## Spin components of MP2 as singlet and triplet pairs, and scaled dispersion

### Premises and notation

Hartree atomic units are used throughout. The reference is a closed-shell restricted Hartree–Fock (RHF) determinant with real canonical spatial orbitals, $i,j$ occupied and $a,b$ virtual. Define

$$K_{ij}^{ab}=(ia|jb)=\iint \phi_i(1)\phi_a(1)\,r_{12}^{-1}\,\phi_j(2)\phi_b(2),\qquad D_{ij}^{ab}=\varepsilon_a+\varepsilon_b-\varepsilon_i-\varepsilon_j>0 .$$

Relabelling the electrons gives $K_{ij}^{ab}=K_{ji}^{ba}$, and $D$ is symmetric in $i\leftrightarrow j$ and in $a\leftrightarrow b$. Over spin orbitals (capital letters) the second-order Møller–Plesset energy is

$$E^{(2)}=-\tfrac14\sum_{IJAB}\frac{|\langle AB\|IJ\rangle|^2}{D_{IJ}^{AB}}=-\sum_{P}\sum_{Q}\frac{|\langle Q|r_{12}^{-1}|P\rangle|^2}{D_{PQ}} .\tag{1}$$

In the second form $P$ and $Q$ run over the normalised two-electron determinants $|IJ|$ with $I<J$ and $|AB|$ with $A<B$. Sums over spatial indices are unrestricted unless stated.

### Opposite-spin and same-spin parts

The operator $r_{12}^{-1}$ does not act on spin, so the terms of (1) are sorted by the spins of the occupied pair. For $P=|i\alpha\,j\beta|$ and $Q=|a\alpha\,b\beta|$ the exchange integral vanishes on spin integration and the matrix element is $K_{ij}^{ab}$. Every ordered choice of $(i,j)$ and $(a,b)$ gives a distinct determinant, so

$$E_{\rm OS}=-\sum_{ijab}\frac{(K_{ij}^{ab})^2}{D_{ij}^{ab}} .\tag{2}$$

For four $\alpha$ spins the element is $K_{ij}^{ab}-K_{ij}^{ba}$, and the contribution is $-\frac14\sum (K^{ab}_{ij}-K^{ba}_{ij})^2/D$. The two squares have equal sums, by renaming $a\leftrightarrow b$, so this equals $-\frac12\sum K^{ab}_{ij}(K^{ab}_{ij}-K^{ba}_{ij})/D$. The $\beta\beta$ block is identical in RHF, hence

$$E_{\rm SS}=-\sum_{ijab}\frac{K_{ij}^{ab}\,(K_{ij}^{ab}-K_{ij}^{ba})}{D_{ij}^{ab}} .\tag{3}$$

Split the integrals into parts even and odd in the virtual indices, $K^{\pm}=\frac12(K_{ij}^{ab}\pm K_{ij}^{ba})$, and define $\Sigma_\pm=\sum (K^\pm)^2/D\ge0$. The cross term $K^+K^-/D$ is odd under $a\leftrightarrow b$ and sums to zero. With $K^{ab}_{ij}=K^++K^-$ and $K^{ab}_{ij}-K^{ba}_{ij}=2K^-$,

$$E_{\rm OS}=-\Sigma_+-\Sigma_-,\qquad E_{\rm SS}=-2\Sigma_-,\qquad E^{(2)}=-\Sigma_+-3\Sigma_- .\tag{4}$$

### Singlet and triplet pairs

For $i<j$ the four determinants $|i\sigma\,j\tau|$ share the orbital-energy sum $\varepsilon_i+\varepsilon_j$. A unitary mixing among them leaves (1) unchanged, because $D$ is common to them and $\sum_P|P\rangle\langle P|$ is invariant. The same holds for the virtual pairs. Choose eigenfunctions of the pair spin: one singlet with spatial factor $(ij+ji)/\sqrt2$ and three triplets with spatial factor $(ij-ji)/\sqrt2$. For $i=j$ only the singlet with spatial factor $ii$ exists. Since $r_{12}^{-1}$ commutes with the pair spin, singlets couple only to singlets and triplets only to triplets of the same $M_S$.

For $i<j$, $a<b$ the spatial matrix element is

$$\tfrac12\langle ab\pm ba|r_{12}^{-1}|ij\pm ji\rangle=K_{ij}^{ab}\pm K_{ij}^{ba}=2K^\pm .$$

Its square, $4(K^\pm)^2$, equals the four terms of the unrestricted sum generated by $i\leftrightarrow j$ and $a\leftrightarrow b$, under which $(K^\pm)^2$ is unchanged. If $i=j$ or $a=b$, then $K^-=0$ and $K^+=K$. The singlet element is $\sqrt2K$ when one pair coincides, matching two terms, and $K$ when both do, matching one. Therefore the singlet pairs give $E_{\rm S}=-\Sigma_+$, and each triplet component gives $-\Sigma_-$, so that $E_{\rm T}=-3\Sigma_-$ for the three together. Comparison with (4) yields

$$E_{\rm OS}=E_{\rm S}+\tfrac13E_{\rm T},\qquad E_{\rm SS}=\tfrac23E_{\rm T}.\tag{5}$$

The $M_S=\pm1$ triplets are the same-spin determinants. The $M_S=0$ triplet and the singlet are the two combinations of $|i\alpha\,j\beta|$ and $|i\beta\,j\alpha|$, and both count as opposite-spin.

### Scaling

Spin-component scaling replaces $E^{(2)}$ by $c_{\rm os}E_{\rm OS}+c_{\rm ss}E_{\rm SS}$ and leaves the Hartree–Fock energy alone. Inserting (5),

$$E^{(2)}_{\rm scaled}=c_{\rm S}E_{\rm S}+c_{\rm T}E_{\rm T},\qquad c_{\rm S}=c_{\rm os},\qquad c_{\rm T}=\frac{c_{\rm os}+2c_{\rm ss}}{3}.\tag{6}$$

The map is invertible, $c_{\rm ss}=(3c_{\rm T}-c_{\rm S})/2$. For closed shells the scaling thus weights the three triplet components equally in total, although it appears to treat $M_S=0$ and $M_S=\pm1$ differently. SCS-MP2 (Grimme, 2003) is defined by $(c_{\rm os},c_{\rm ss})=(6/5,1/3)$, which gives $c_{\rm T}=28/45=0.622$. SOS-MP2 (Jung, Lochan, Dutoi and Head-Gordon, 2004) is defined by $(1.3,\,0)$, which gives $c_{\rm T}=0.433$. Dropping the same-spin term does not drop the triplet pairs.

### Two distant closed-shell atoms

Let $A$ and $B$ be neutral spherical atoms at distance $R$, described in an atom-centred basis. Three steps isolate the part of $E^{(2)}$ that decays as a power of $R$.

**Orbitals.** A neutral spherical atom has no electrostatic field outside its charge cloud, and matrix elements between functions on different atoms fall off exponentially. The dimer Fock matrix is then the direct sum of the atomic ones, up to exponentially small terms. In a homonuclear dimer the canonical orbitals are $g$ and $u$ combinations, degenerate to that accuracy. The sums (2) and (3) contract every index over a full set, so they are invariant under rotations among orbitals of equal energy. The $g,u$ pairs may therefore be rotated back to atomic orbitals.

**Surviving integrals.** $K_{ij}^{ab}$ needs $\phi_i\phi_a$ and $\phi_j\phi_b$ each to be a one-centre product. With $i,j$ on one atom this forces $a,b$ onto that atom, and these terms reproduce the atomic MP2 energies, which cancel in the interaction energy component by component. With $i\in A$, $j\in B$ it forces $a\in A$, $b\in B$.

**Exchange.** For such a term the partner $K_{ij}^{ba}=(ib|ja)$ contains two two-centre products and is exponentially small. The sum $\sum K^{ab}_{ij}K^{ba}_{ij}/D$, which is the only difference between (2) and (3), drops out. The ordered pairs $(i\in A,j\in B)$ and $(i\in B,j\in A)$ contribute equally, so

$$E_{\rm OS}^{\rm disp}=E_{\rm SS}^{\rm disp}=-2\sum_{ia\in A}\sum_{jb\in B}\frac{(ia|jb)^2}{\Delta_{ia}+\Delta_{jb}},\qquad \Delta_{ia}=\varepsilon_a-\varepsilon_i .\tag{7}$$

Equivalently $\Sigma_+=\Sigma_-$ and $E_{\rm T}^{\rm disp}=3E_{\rm S}^{\rm disp}$: two electrons that do not overlap have a correlation energy independent of their spin coupling, and the triplet has three components. Each spin component is half of the MP2 dispersion energy, so

$$E^{\rm disp}_{\rm scaled}=f\,E^{\rm disp}_{\rm MP2},\qquad f=\frac{c_{\rm os}+c_{\rm ss}}{2}=\frac{c_{\rm S}+3c_{\rm T}}{4}.\tag{8}$$

For SCS $f=23/30=0.77$ and for SOS $f=0.65$. The MP2 tail is preserved only on the line $c_{\rm os}+c_{\rm ss}=2$. No multipole expansion was used, so $f$ multiplies $C_6$, $C_8$, $C_{10},\dots$ alike.

### The coefficient that is scaled

The transition densities $\phi_i\phi_a$ carry no charge, by orthogonality. The leading term of $r_{12}^{-1}$ is then the one bilinear in the atom-centred coordinates. With $z$ along the axis it is $(x_1x_2+y_1y_2-2z_1z_2)/R^3$. Take a frozen core and one valence orbital $s$ per atom, as in Be and Mg. Only $s\to p$ excitations carry a dipole. Let $n,m$ label virtual $p$ shells, with $d_n=\langle s|z|p_{z,n}\rangle$. The three Cartesian channels give $1+1+4=6$, and the sum of both components in (7) has prefactor 4. With $E^{\rm disp}=-C_6/R^6$,

$$C_6^{\rm MP2}=24\sum_{n\in A}\sum_{m\in B}\frac{d_n^2d_m^2}{\Delta_n+\Delta_m}=\frac3\pi\int_0^\infty\alpha^0_A(i\omega)\,\alpha^0_B(i\omega)\,d\omega,\qquad \alpha^0(i\omega)=\sum_n\frac{4\Delta_nd_n^2}{\Delta_n^2+\omega^2}.\tag{9}$$

The second form follows from $\int_0^\infty \frac{xy\,d\omega}{(x^2+\omega^2)(y^2+\omega^2)}=\frac{\pi}{2(x+y)}$. The polarisability $\alpha^0$ is the uncoupled Hartree–Fock one: its poles are orbital-energy gaps, with no electron–hole attraction and no screening.

For like atoms (9) can be bracketed. Model the core by a local potential, so that no occupied $p$ shell exists and the Fock operator is $\hat f=\hat h+2\hat J-\hat K$ with $\hat J,\hat K$ built from $s$. In a complete $p$ space, closure gives $\sum_nd_n^2=\langle z^2\rangle=\langle r^2\rangle/3\equiv S$. The weights $d_n^2/S$ define a mean gap $\bar\Delta=\langle zs|\hat f-\varepsilon_s|zs\rangle/S$. Because $\hat Ks=\hat Js$, the orbital obeys the local equation $(\hat h+\hat J-\varepsilon_s)s=0$. Integration by parts then gives $\langle zs|\hat h+\hat J-\varepsilon_s|zs\rangle=\frac12\int s^2|\nabla z|^2=\frac12$. The remainder, with $\rho=s^2$, is

$$\langle zs|\hat J-\hat K|zs\rangle=\iint\rho_1\rho_2\frac{z_1^2-z_1z_2}{r_{12}}=\frac12\iint\rho_1\rho_2\frac{(z_1-z_2)^2}{r_{12}}=\frac{\langle r_{12}\rangle}{6},$$

by symmetrising in the electrons and then averaging over the three axes. The function $1/x$ is convex, so Jensen's inequality bounds (9) from below by $24S^2/(2\bar\Delta)$. If $\hat f$ binds no virtual $p$ level, then $\Delta_n\ge|\varepsilon_s|$, which bounds it from above:

$$\frac{12S^2}{\bar\Delta}\le C_6^{\rm MP2}\le\frac{12S^2}{|\varepsilon_s|},\qquad \bar\Delta=\frac{\frac12+\frac16\langle r_{12}\rangle}{S}.\tag{10}$$

### Range of validity

Equations (5) and (6) are exact for any closed-shell RHF reference at any geometry. They fail for an unrestricted reference, where $\alpha$ and $\beta$ orbitals differ and the four determinants no longer share a spatial part and a denominator.

Equation (8) needs negligible overlap. The exchange sum contains two two-centre products and falls, apart from powers of $R$, roughly as $e^{-2\kappa R}$ with $\kappa=\sqrt{2|\varepsilon_s|}$. Near the potential minimum it survives, the intra-atomic pair energies change with $R$, and the unscaled Hartree–Fock repulsion enters. Well depths therefore do not scale by $f$. With a frozen core the intra-atomic valence pair of Be or Mg is a pure singlet. It is scaled up by $c_{\rm os}$ while the tail is scaled down.

For molecules, (7) and (8) hold for the dispersion part at each orientation. Fragments with permanent moments have further power-law terms. The correlation correction to the dipole–dipole energy goes as $R^{-3}$ and comes from intramolecular pairs, with their own mixture of $c_{\rm os}$ and $c_{\rm ss}$. Induction contributes to $R^{-6}$ already at the Hartree–Fock level, where it is unscaled.

With an unrestricted reference, write $\alpha^0=\alpha^\uparrow+\alpha^\downarrow$. Like spins enter $E_{\rm SS}$ and unlike spins $E_{\rm OS}$, so for spherical fragments the difference of their $C_6$ contributions is $\frac3\pi\int(\alpha_A^\uparrow-\alpha_A^\downarrow)(\alpha_B^\uparrow-\alpha_B^\downarrow)\,d\omega$. Equation (8) survives if either fragment is unpolarised.

Finally, (8) relates scaled MP2 to MP2. It says nothing by itself about the exact $C_6$, which involves coupled and correlated polarisabilities. In Be and Mg these are affected by the $ns^2$–$np^2$ near-degeneracy, which (9) does not contain.

### Illustration: the tails of Be$_2$ and Mg$_2$

The model needs two inputs per atom, both typical Hartree–Fock values for the valence $s$ orbital: $\langle r^2\rangle=8.43$ and $12.4\,a_0^2$, and $\varepsilon_s=-0.309$ and $-0.253\,E_h$, for Be and Mg. The absence of bound virtual $p$ levels is assumed. Core exchange and the occupied $2p$ shell of Mg are absorbed in the local core potential. The decay constants are $\kappa=0.786$ and $0.711\,a_0^{-1}$, so the exponential factor of the exchange sum shrinks to 0.21 and 0.24 of its value with each added bohr.

For two spherical densities the angular average of $r_{12}$ is $r_>+r_<^2/(3r_>)$. The radial shape is assumed to be a nodeless Slater function $r^{n-1}e^{-\zeta r}$, with $n=2$ for Be and $n=3$ for Mg. The ratio $\langle r_{12}\rangle/\langle r^2\rangle^{1/2}$ is independent of $\zeta$, and the double radial integral gives 1.294 and 1.308. The ratio depends weakly on shape: it is 1.263 for $n=1$ and $4/3$ for a thin shell. Using either of these instead moves $\bar\Delta$ by at most 2.1 per cent.

| Model quantity | Be$_2$ | Mg$_2$ |
|---|---|---|
| $S$ ($a_0^2$) | 2.81 | 4.13 |
| $\langle r_{12}\rangle$ ($a_0$) | 3.76 | 4.60 |
| $\bar\Delta$ ($E_h$) | 0.401 | 0.307 |
| $C_6$, MP2 ($10^2E_ha_0^6$) | 2.4 to 3.1 | 6.7 to 8.1 |
| $C_6$, SCS | 1.8 to 2.4 | 5.1 to 6.2 |
| $C_6$, SOS | 1.5 to 2.0 | 4.3 to 5.3 |
| $C_6/R^6$ at $20\,a_0$, lower end, MP2 (cm$^{-1}$) | 0.81 | 2.3 |
| the same, SCS | 0.62 | 1.8 |
| the same, SOS | 0.53 | 1.5 |

The $R^{-8}$ term is not negligible at $20\,a_0$. For multipole ranks $l_A,l_B$ the channel sum is $\binom{2l_A+2l_B}{2l_A}$, which is 6 for two dipoles and 15 for a dipole and a quadrupole, and closure replaces $S$ by $\langle r^{2l}\rangle/(2l+1)$. There are two dipole–quadrupole terms. If the $s\to d$ gap is set equal to $\bar\Delta$, then $C_8=4\langle r^2\rangle\langle r^4\rangle/\bar\Delta$ and $C_8/C_6=3\langle r^4\rangle/\langle r^2\rangle$. For the Slater shapes $\langle r^4\rangle/\langle r^2\rangle^2=(2n+4)(2n+3)/[(2n+2)(2n+1)]$, which gives $C_8/C_6\approx47$ and $60\,a_0^2$. At $20\,a_0$ this adds about 12 and 15 per cent to the attraction. It carries the same factor $f$, so the ratios between MP2, SCS and SOS are unchanged.

All entries are the model's numbers. As typical knowledge and not as measurement, the full $C_6$ is about $2.1\times10^2$ for Be$_2$ and $6.3\times10^2\,E_ha_0^6$ for Mg$_2$, so the lower SOS ends miss low by roughly 30 per cent, standing at 0.73 and 0.69 of these values. The absolute entries inherit the width of the bracket (10). The ratios $1:0.77:0.65$ down each column do not depend on the model.